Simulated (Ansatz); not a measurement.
# KAuF₃: energy above lowest point against volume scale

Results calculated with Ansatz 0.2.0, not measured. Free energy against uniform scaling of the volume at fixed shape and fractions; periodic cell, basis, potentials, k mesh and filling as listed.

The cell before it is scaled or strained (space group Pm-3m, No. 221):
```
CELL_PARAMETERS angstrom
4.48440 0.00000 0.00000
0.00000 4.48440 0.00000
0.00000 0.00000 4.48440
ATOMIC_POSITIONS crystal
K 0.50000 0.50000 0.50000
Au 0.00000 0.00000 0.00000
F 0.50000 0.00000 0.00000
F 0.00000 0.00000 0.50000
F 0.00000 0.50000 0.00000
```

Settings of every row: functional PBEsol; dispersion none; accuracy low; potentials PAW; wave cutoff 500 eV; density cutoff 2000 eV; k mesh 5x5x5; k shift 0x0x0; occupations fermi dirac; smearing width 0.1 eV; spin none.

Limits: coarse k mesh, up to 40 meV an atom off; loose SCF threshold; odd electron count without spin; no spin-orbit coupling, which can matter with elements this heavy; the cell comes from a prototype or a list of computed structures and needn't be the stable phase.

```
row  volume scale  V (Å³/atom)  energy above lowest point (meV/atom)
  1           0.9       16.233                                   8.7
  2         0.925       16.683                                     ?
  3          0.95       17.134                                     0
  4         0.975       17.585                                   3.5
  5             1       18.036                                  11.1
  6         1.025       18.487                                  22.4
  7          1.05       18.938                                  36.7
  8         1.075       19.389                                  53.5
  9           1.1        19.84                                  72.4
```

Question: what energy above lowest point should row 2 give?

Worked fit of energy above lowest point. Take u = (V_r/V)^(2/3) − 1 with V_r = 18.261 Å³ an atom, which is twice the finite (Eulerian) strain; such expansions in the strain, on which the Birch-Murnaghan equation of state is built, carry the rest volume and the bulk modulus. The shown rows have u = 0.08164, 0.04338, 0.02547, 0.0083, -0.00817, -0.02398, -0.03917, -0.05379. Least squares give energy above lowest point = 16.36 − 684.3 × u + 6884 × u² + 4276 × u³ meV/atom; a parabola predicts inner rows, each left out in turn, worse (root mean square 0.33 against 0.049 meV/atom). The rows lie off it by 0.0, 0.0, 0.0, -0.1, 0.0, 0.0, 0.0, 0.0. Its lowest point lies at u = 0.0476, or V = 17.03 Å³ an atom, and the curvature there gives the bulk modulus at fixed shape and fractions, B = (4/9)(1 + u)² E″(u)/V = 68.8 GPa. The withheld row has u = 0.0621, so the fit gives 16.36 − 684.3 × (0.0621) + 6884 × (0.0621)² + 4276 × (0.0621)³ = 1.4 meV/atom.

The calculation gave 1.4 meV/atom. The fit meets it to the printed digit.
